# The potential that no multipole sees: penetration in 1s systems

*Seminar talk, with questions from the audience*

Take a hydrogen atom in its ground state and ask for its electrostatic potential two bohr from the proton. The multipole expansion answers zero, because the atom is neutral and spherical. The exact answer is about three quarters of a volt. I will derive the difference and then compare it across distances and across species.

## Conventions

The nucleus is a clamped point charge $Ze$ at the origin. The treatment is non-relativistic, the electron density is frozen, and $\phi$ vanishes at infinity. I use $a_0 = 0.529$ Å and $E_h/e = e/(4\pi\varepsilon_0 a_0) = 27.21$ V. In derivations lengths are in $a_0$, potentials in $E_h/e$ and energies in $E_h$. A 1s orbital with exponent $\zeta$ has the number density $n(r) = (\zeta^3/\pi)\,e^{-2\zeta r}$. For a one-electron atom $\zeta = Z$ exactly.

## The exact potential

Cut the cloud into spherical shells. A shell of radius $r<R$ acts at $R$ as if its charge sat at the centre. A shell with $r>R$ gives a constant potential inside, its charge divided by $r$. So

$$\phi(R) = \frac{Z}{R} - \frac1R\int_0^R 4\pi r^2 n\,dr - \int_R^\infty 4\pi r\,n\,dr .$$

Write the inner integral as one minus the outer part:

$$\phi(R) = \frac{Z-1}{R} + \int_R^\infty 4\pi r^2 n(r)\left(\frac1R-\frac1r\right)dr .$$

The first term is the monopole. The second is the penetration term $\phi_{\rm pen}$, and its integrand is positive for any spherical electron density. The two pieces are elementary. The fraction of the electron outside $R$ is

$$Q_{\rm out} = (1+2\zeta R+2\zeta^2R^2)\,e^{-2\zeta R},$$

and the outer shells give $\int_R^\infty 4\pi r\,n\,dr = (\zeta+2\zeta^2R)\,e^{-2\zeta R}$. Subtracting this from $Q_{\rm out}/R$ leaves $(1/R+\zeta)e^{-2\zeta R}$. With $\zeta = Z$ and units restored,

$$\frac{4\pi\varepsilon_0\,\phi}{e} = \frac{Z-1}{R} + \left(\frac1R+\frac{Z}{a_0}\right)e^{-2ZR/a_0}.$$

Two tests. For small $R$ the expression tends to $Z/R - Z/a_0$, the bare nucleus plus the potential of the cloud at its centre. And $\nabla^2\phi_{\rm pen} = R^{-1}\,d^2(R\phi_{\rm pen})/dR^2 = 4\zeta^3e^{-2\zeta R} = 4\pi n$, which is Poisson's equation for the charge density $-n$.

**Question:** *Is this just slow convergence? Would higher multipoles recover it?*

No. The moment of rank $l$ is the integral of the charge density times $r^lY_{lm}$, and for a spherical density the angular integral vanishes for every $l\ge1$. The series ends after the monopole. It has converged, to the wrong function. Formally, $R^k\phi_{\rm pen}\to0$ as $R\to\infty$ for every power $k$, so all coefficients of the asymptotic expansion of $\phi_{\rm pen}$ in $1/R$ are zero. Physically, each multipole term $Y_{lm}/R^{l+1}$ solves Laplace's equation, whereas the true potential has $\nabla^2\phi = 4\pi n\neq0$ at every finite distance.

**Question:** *And if I move the expansion centre?*

Then moments appear, but they carry nothing new. The functions $r^lY_{lm}$ are harmonic, and the average of a harmonic function over a sphere equals its value at the centre. The cloud therefore has exactly the moments of a point charge $-e$ at the nucleus. For hydrogen these cancel those of the proton, rank by rank.

## First comparison: hydrogen at three distances

For $Z=1$ the penetration term is the whole potential. The column $f = R\phi = (1+R)e^{-2R}$ gives it as a fraction of the potential of the bare proton.

| $R/a_0$ | $R$ (Å) | $\phi$ | $e\phi/k_B$ (K) | $f$ | $Q_{\rm out}$ | $f/Q_{\rm out}$ |
|---|---|---|---|---|---|---|
| 2 | 1.058 | 0.748 V | $8.68\times10^{3}$ | 0.0549 | 0.238 | 0.231 |
| 4 | 2.117 | 11.4 mV | 132 | $1.68\times10^{-3}$ | 0.0138 | 0.122 |
| 6 | 3.175 | 0.195 mV | 2.26 | $4.30\times10^{-5}$ | $5.22\times10^{-4}$ | 0.0824 |

The exponential sets the trend. Its decay length is $a_0/2 = 0.265$ Å, one decade per 0.609 Å, and each step of $2a_0$ costs a factor $e^4 = 54.6$. The actual factors are 65.5 and 58.5. The excess comes from the prefactor $1+1/R$, which matters less and less as it approaches one. The energy $e\phi$ equals $k_BT$ at 300 K, which is 25.9 meV, at $R = 3.60\,a_0$.

The last column corrects a common shortcut, which says that the probe simply sees the unscreened charge $Q_{\rm out}$. That overestimates the potential, because the outer charge still contributes $-1/r$ per electron in place of $-1/R$. The ratio is $(1+x)/(1+2x+2x^2)$ with $x=\zeta R$, and it falls as $1/(2x)$. The reason is that at large $R$ the outer charge lies within about $1/(2\zeta)$ of the sphere through the probe, so $1/R-1/r$ is only about $1/(2\zeta R^2)$.

**Question:** *Do three figures mean anything?*

For the clamped-nucleus model they do. For the atom with a finite proton mass, $\zeta$ becomes $1/(1+m_e/m_p)$, with $R$ counted from the proton. The exponential amplifies this small change, and $\phi$ at $6a_0$ rises by 0.6 per cent. That touches the third figure.

## Second comparison: four species

Put $N$ electrons in the same 1s orbital. The shell argument is linear in the density, so

$$\phi = \frac{Z-N}{R} + N\left(\frac1R+\zeta\right)e^{-2\zeta R}.$$

For $N=1$ this is exact within our conventions. For $N=2$ it is a model. The energy of the product function is $\zeta^2-2Z\zeta+\tfrac58\zeta$, with its minimum at $\zeta = Z-\tfrac5{16}$. That gives 0.6875 for H$^-$ and 2.6875 for Li$^+$. In the table "ratio" is $\phi_{\rm pen}$ divided by the monopole term, and $R_{300}$ is the distance at which $e\phi_{\rm pen} = k_BT$ at 300 K.

| species | $N$ | $\zeta$ | $\phi_{\rm pen}(2a_0)$ (V) | ratio | $\phi_{\rm pen}(4a_0)$ (V) | ratio | $R_{300}$ (Å) |
|---|---|---|---|---|---|---|---|
| H$^-$ (model) | 2 | 0.6875 | 4.13 | $-0.304$ | 0.209 | $-0.0307$ | 2.89 |
| H | 1 | 1 | 0.748 | no monopole | 0.0114 | no monopole | 1.91 |
| Li$^+$ (model) | 2 | 2.6875 | $3.72\times10^{-3}$ | $2.73\times10^{-4}$ | $7.35\times10^{-8}$ | $1.08\times10^{-8}$ | 0.87 |
| Li$^{2+}$ | 1 | 3 | $5.85\times10^{-4}$ | $2.15\times10^{-5}$ | $3.34\times10^{-9}$ | $2.45\times10^{-10}$ | 0.73 |

The structure of the formula explains every row. Written with $x=\zeta R$,

$$\phi_{\rm pen} = N\zeta\,(1+1/x)\,e^{-2x}.$$

There is one universal curve. The exponent $\zeta$ enters twice, once as an amplitude and once as a length scale. At equal scaled distance $x$ the compact ion has the larger penetration potential, in proportion to $N\zeta$. At equal distance in ångström the exponential wins, and the diffuse species has the larger term by orders of magnitude. This is why $R_{300}$ goes roughly as $1/\zeta$: amplitude and threshold enter it only through a logarithm.

The sign is instructive too. The term is positive in every row, since it always means incomplete screening of the nucleus. It adds to the monopole of a cation and opposes that of an anion. At $2a_0$ the model hydride has lost 30 per cent of its point-charge potential of $-13.6$ V, while both lithium ions are point charges to better than one part in a thousand. Three regimes result. For the small cations penetration is negligible at these distances. For the anion it is a large correction. For the neutral atom it is everything.

**Question:** *A single exponent for hydride is notoriously crude. How far do you trust that row?*

Not far. Its energy is $-\zeta^2E_h = -12.86$ eV, above the $-13.61$ eV of a hydrogen atom and a free electron at rest, so the model does not even bind the second electron. Let me give the electrons different exponents, $\psi\propto e^{-ar_1-br_2}+e^{-br_1-ar_2}$, and take $a=1.039$ and $b=0.283$ as given inputs. The overlap of the two orbitals is $S = [2\sqrt{ab}/(a+b)]^3 = 0.552$. For $Z=1$ the energy is

$$E = \frac{\tfrac12(a^2+b^2)-(a+b)+J+S^2\left[ab-\tfrac{11}{16}(a+b)\right]}{1+S^2},\qquad J = \frac{ab\,(a^2+3ab+b^2)}{(a+b)^3},$$

which is $-13.97$ eV, variationally lower and now bound. The product of the two orbitals is $S$ times a normalised 1s density with the mean exponent. With $g(\zeta) = (1/R+\zeta)e^{-2\zeta R}$ this gives

$$\phi_{\rm pen} = \frac{g(a)+g(b)+2S^2g\!\left(\tfrac{a+b}{2}\right)}{1+S^2}.$$

The values are 6.8 V, 1.2 V and 0.32 V at 2, 4 and $6a_0$, larger than the single-exponent ones by factors 1.65, 5.85 and 26.2. The smallest exponent takes over at long range. A variational energy is dominated by the inner region and fixes the tail poorly, while the penetration term depends only on the density outside $R$.

The lithium cation has the same weakness in milder form. As typical knowledge, its real density decays more slowly than $e^{-2\zeta r}$ with the single optimised exponent, and the model entry is low by roughly a factor of two at $2a_0$ and by more farther out. The ordering of the table survives.

**Question:** *Is there any moment of the density that knows about this term?*

Infinitely many, and they are the ones the multipole expansion discards: the radial moments $\langle r^2\rangle$, $\langle r^4\rangle$, $\langle r^6\rangle$ and so on. Multiply the shell formula by $R^k$ with $k\ge0$ and integrate over all space, using $\int_0^r 4\pi R^{k+2}(1/R-1/r)\,dR = 4\pi r^{k+2}/[(k+2)(k+3)]$:

$$\int R^k\phi_{\rm pen}\,d^3R = \frac{4\pi N\langle r^{k+2}\rangle}{(k+2)(k+3)} .$$

For example, $k=2$ gives $\tfrac{\pi}{5}N\langle r^4\rangle$. The lowest case, $k=0$, fixes the volume integral:

$$\int\phi_{\rm pen}\,d^3R = \frac{2\pi}{3}\,N\langle r^2\rangle .$$

The mean square radius is the trace of the second moment, which is removed when the traceless quadrupole is formed. In the same way $\langle r^4\rangle$ is the full trace of the fourth moment, and so on for every even rank. For a 1s orbital $\langle r^2\rangle = 3/\zeta^2$, and for hydrogen the integral is $2\pi$ atomic units, or 25.3 V Å$^3$. This also places the two hydride models. They give $\langle r^2\rangle = 6.35\,a_0^2$ and $17.0\,a_0^2$ per electron. A typical value for the real ion is about $12\,a_0^2$. So in integrated penetration potential the single exponent gives about 0.5 and the split exponents about 1.4 times what is typical. One model misses low and the other high.

## What competes with it

**Question:** *If I bring a proton to $4a_0$, do I feel 11 meV of repulsion?*

No. The product $q\phi$ is the first-order energy, with the density frozen. A charge $q$ also polarises the atom. For a uniform field $\mathcal E$ along $z$ the first-order change of the hydrogen wave function is $-\mathcal E z(1+r/2)\psi_0$, so the polarisability is $\alpha = 2\langle z^2(1+r/2)\rangle = \tfrac92\,a_0^3$. The leading induction energy is $-\alpha q^2/(2R^4)$. For a unit charge it is $-0.24$ eV at $4a_0$ and $-47$ meV at $6a_0$, far larger than the penetration energies. At $2a_0$ the uniform-field formula cannot be trusted. Since one term is linear and the other quadratic in $q$, they are equal in size at $q^* = 2R^4\phi/\alpha$, about $0.05\,e$ at $4a_0$ and $0.004\,e$ at $6a_0$. A proton is worse still, because the electron can move over to it. The resulting shift of the two lowest levels has the known leading form $\mp 2R\,e^{-R-1}$, about 0.30 eV at $6a_0$. The tables give the potential of the atom, not the energy of a finite charge near it.

**Question:** *Force-field people say penetration is attractive. Your term is positive. Who is right?*

Both. The potential of one atom is positive. The electrostatic energy of two frozen neutral atoms is the potential of atom A at nucleus B, minus its average over the cloud of B. Averaging over each shell of B,

$$E_{\rm es} = \phi(R) - \frac{2}{R}\int_0^\infty r\,e^{-2r}\int_{|R-r|}^{R+r}(1+s)\,e^{-2s}\,ds\,dr = \left(\frac1R+\frac58-\frac{3R}{4}-\frac{R^2}{6}\right)e^{-2R}.$$

The cloud of B reaches into the region where the potential of A is much larger than at nucleus B, and it carries negative charge. At our distances it wins: $E_{\rm es}$ is $-0.519$ eV, $-43.7$ meV and $-1.62$ meV at 2, 4 and $6a_0$. Every multipole interaction is zero here as well. Again there are rivals. At $6a_0$ the leading dispersion term $-C_6/R^6$, with the approximate input $C_6 = 6.5\,E_ha_0^6$, is $-3.8$ meV. The exchange shift of the singlet and triplet states, from the approximate asymptotic form $\mp0.82\,R^{5/2}e^{-2R}$, is about 12 meV in size. Exchange has the same exponential as $E_{\rm es}$, so a force field with a single fitted exponential repulsion tends to absorb penetration in it without naming it.

**Question:** *What should a modeller take from the 1s case?*

That the repair is a damping factor and not a further multipole. Our result can be written as $\phi = Z/R - (N/R)\,[1-(1+\zeta R)e^{-2\zeta R}]$: a point core, and an electronic charge switched off smoothly at short range. The same concern arises in continuum solvation, where a cavity of radius $R$ around a hydrogen atom leaves the fraction $Q_{\rm out}$ of the electron outside. In both cases the parameter to get right is the exponent of the tail, because at large $\zeta R$ a relative change $\delta\zeta/\zeta$ alters $\phi_{\rm pen}$ by nearly $-2\zeta R$ times as much.